Replace one phosphorus atom in gallium phosphide with sulfur, and remove the extra electron that sulfur brings. The atoms nearby now sit close to a positive charge, in a crystal that was built for a neutral neighbour. The change shows in the electric field gradient at their nuclei, which vanishes when everything around an atom has the full symmetry of a regular tetrahedron. Is distance from the sulfur enough to tell how strong this gradient will be? Two sites, P29 and Ga3, have been left open to test an answer.

Sulfur on a phosphorus site in GaP, charge +1, in a 54-atom supercell with the atoms relaxed. Ansatz 0.2.0, PBE, plane waves with default PAW datasets, scalar-relativistic, no spin polarisation, cutoff 420 eV, 2×2×2 k-point mesh. Vzz is the principal component of the field gradient that is largest in size; the asymmetry is (Vxx − Vyy)/Vzz.

```
atom  like atoms  distance from the defect (Å)  Vzz (1e21 V/m^2)  asymmetry  potential at the nucleus less that at the nearest site of the element (V)
 S28           1                          0.00              0.00        n/a                                                                       0.00
 Ga1           4                          2.45             10.38       0.00                                                                       0.00
 P29          12                          3.86                 ?          ?                                                                          ?
 Ga5          12                          4.53             -0.62       0.91                                                                      -0.34
 P42           6                          5.46              0.13       0.88                                                                      -0.11
 Ga3           6                          5.94                 ?          ?                                                                          ?
 P32           4                          6.68             -0.11       0.00                                                                      -0.09
 P36           4                          6.68             -0.17       0.00                                                                      -0.09
Ga14           1                          7.08              0.00        n/a                                                                      -0.37
Ga18           4                          7.08              0.14       0.00                                                                      -0.38
```

Vzz is the principal component of the gradient that is largest in size. The asymmetry says how the other two components share the rest. At 0 they are equal; at 1 one of them vanishes and the other is equal and opposite to Vzz. Near 1 the sign of Vzz therefore carries little meaning, and the comparisons below use its size, in the table's unit of 10²¹ V/m².

The known rows begin with a steep fall, from 10.38 at Ga1 to 0.62 at Ga5. Ga1 is a special case: it is bonded directly to the sulfur and, because the atoms were relaxed around the defect, lies 0.09 Å farther out than the ideal bond length. The charge, the foreign neighbour and the displacement all act there at once, and the table cannot separate them. Nor is every small value a sign of distance, since the zeros at S28 and Ga14 are required by the cubic symmetry of those sites.

Beyond the first shell, the simplest idea is that the positive charge acts through its electric field. At a tetrahedral site, a field pointing midway between two bonds has two bonds leaning along it and two leaning against it. Electrons shift, and the two pairs become unequal. That inequality is a field gradient, even if the field itself is uniform.

The asymmetry follows from geometry. A bond at angle θ to a chosen axis contributes to the gradient along that axis in proportion to

3 cos²θ − 1.

For the axis midway between two bonds, cos²θ is 1/3 for all four bonds, so the component along the field is zero. The three components must add to zero, so the other two are equal and opposite and the asymmetry is 1. P42 has this geometry, and its computed asymmetry is 0.88.

For the size, the model takes the gradient to be proportional to the field:

|Vzz| = c · F.

Here F is the unscreened field in V/Å, weighted for its direction relative to the bonds; in the midway case it is just the field strength. The constant c contains the screening and the response of the atom, so each element needs its own. A least-squares fit to the six known sites beyond the first shell gives c ≈ 1.2 for gallium, with an error of 0.2. The value for phosphorus, about 0.6, is much less certain because it rests almost wholly on P42.

The calculation repeats its cell in all directions, so the field must include the copies of the defect. Ga3 shows why this matters: it is equally far, 5.94 Å, from two sulfur atoms on nearly opposite sides. It sits off the line between them by the ideal bond length divided by √3, about 1.4 Å. Most of the two fields cancels, and only the part along this offset survives.

The estimate for Ga3 can be followed by hand. A single unit charge gives about 14/5.94² ≈ 0.40 V/Å. The surviving fraction is 1.4/5.94 ≈ 0.24, so two charges leave 2 × 0.40 × 0.24 ≈ 0.19 V/Å. The other copies and the uniform background that neutralises the cell reduce this to 0.066 V/Å.

Multiplying by the gallium constant gives 1.2 × 0.066 ≈ 0.08. That is the forecast for the size of Vzz at Ga3, with a range of 0 to 0.3. The range allows for effects outside the model, which certainly exist: at P32 and P36 the model leaves almost nothing, while the calculation gives 0.11 and 0.17. The forecast asymmetry is near 1, with a range of 0.3 to 1.

P29 lies closer to the sulfur, and the field model gives about 0.4 for the size of its Vzz. But P29 is bonded to Ga1, which is displaced and has sulfur on its other side. For that reason the forecast is raised to 0.7, with a wide range of 0.2 to 2. The asymmetry is again forecast near 1, with a range of 0.3 to 1. All these ranges are judgements, not statistical errors.

The same set of charges also gives the potential at each nucleus, once its differences are divided by a screening factor. Fitted to the same six sites, that factor is about 7.3. For Ga3 the forecast is −0.35 V relative to Ga1, with a range of −0.38 to −0.32 V. P29 offers no test here, because it is the zero for the phosphorus sites.

The withheld rows as computed:

```
atom  like atoms  distance from the defect (Å)  Vzz (1e21 V/m^2)  asymmetry  potential at the nucleus less that at the nearest site of the element (V)
 P29          12                          3.86              1.02       0.29                                                                       0.00
 Ga3           6                          5.94             -0.92       0.96                                                                      -0.31
```

The forecast for the gradient at Ga3 fails badly. The computed size is 0.92, more than ten times the forecast and about three times the upper end of the range. Ga3 even exceeds Ga5, which is closer to the sulfur and has a gradient of 0.62. Yet the weighted field at Ga3 is only 13% of that at Ga5, so the field cannot be what sets the order of these two sites.

Distance alone fails too. If the gradient fell from Ga5 as the inverse cube of the distance, as the direct gradient of a single charge does, Ga3 would have about 0.28 from one sulfur atom. The second one, equally far on nearly the opposite side, would at most double this, which is still well short of the computed size. The field model did reproduce Ga5, but Ga5 largely fixed the gallium constant, so that agreement was no independent support.

At P29 the size is 1.02, inside the range and above the central forecast. The upward shift went in the right direction but was too small. The asymmetry is 0.29, just below its range and far from the forecast value near 1. This miss is the more instructive one, because the asymmetry gives a hint of the pattern in which the bonds have become unequal.

A simpler system helps to read it: the carbon atom in two small molecules. In chloromethane one bond differs from three equal ones, the gradient is symmetric about that bond, and the asymmetry is 0. In dichloromethane two bonds of one kind face two of another. If the bond angles stay ideal and the bonds contribute independently, the argument with cos²θ applies again and the asymmetry is 1. The comparison covers only this geometry; in the crystal, neighbours of the same element differ because of what lies beyond them.

P29 resembles the first molecule. Its four gallium neighbours are one Ga1, two Ga5 and one Ga3, and Ga1 is the obvious odd one out. The field model instead changed one bond in one sense, a second in the opposite sense, and left two alone, which gives an asymmetry of 1. The computed 0.29 lies much nearer to the case of a single odd bond.

Ga3 resembles the second molecule. Two of its neighbours are P29 atoms, each attached to a Ga1, and the other two are phosphorus atoms at 6.68 Å from the sulfur. Two equal pairs lead to an asymmetry near 1, and the computed value is 0.96. The forecast was right on this point, but it does not vindicate the field, because any cause that makes the two pairs unequal gives the same result. The 0.88 at P42, which has two Ga5 and two Ga18 neighbours, is open to the same reading.

This bond picture was drawn up after the values were known, so it is an explanation and not a successful forecast. It accounts for the asymmetries better than for the sizes. Ga5 also has two P29 neighbours, yet its gradient is smaller than that of Ga3. A possible reason is the path: the atoms S28, Ga1, P29 and Ga3 lie on one flat zigzag chain of bonds, whereas the path to Ga5 twists out of the plane. Disturbances often travel well along such flat chains, but whether strain or shifted bond charge carries this one is not known from these results.

The potential at Ga3 is −0.31 V, a miss of 0.04 V that falls just outside the range. The charges give the right general size but the wrong order, since the computed potential at Ga3 is higher than at Ga5. A nucleus also feels the electrons of its own atom, so a local rearrangement of the bonds could produce a shift of this size; that is a guess. The potential is still much closer to the simple charge picture than the gradient is, because it adds up contributions from far away, while the gradient weights the immediate surroundings heavily.

For practical use, distance alone is therefore a poor guide, and the asymmetry is best approached by asking which of a site's four bonds have been made unequal. One odd bond points to an asymmetry near 0, two unequal pairs to one near 1. In a magnetic resonance experiment only the gallium sites could test this, since the stable phosphorus nucleus has no quadrupole moment and does not feel the gradient. Neither the size nor the asymmetry at Ga3 should be carried over to an isolated sulfur donor, because in this small cell a zigzag chain reaches Ga3 from a sulfur atom on each side. With a single sulfur atom, only one neighbour of Ga3 would be attached to a Ga1, and the bond picture would lead one to expect an asymmetry nearer to 0. Field gradients in this material also move with the mesh of k points, and no second mesh is available to show by how much. The effect of the plane-wave cutoff, 420 eV here, is unknown as well, because there is no second value to compare.
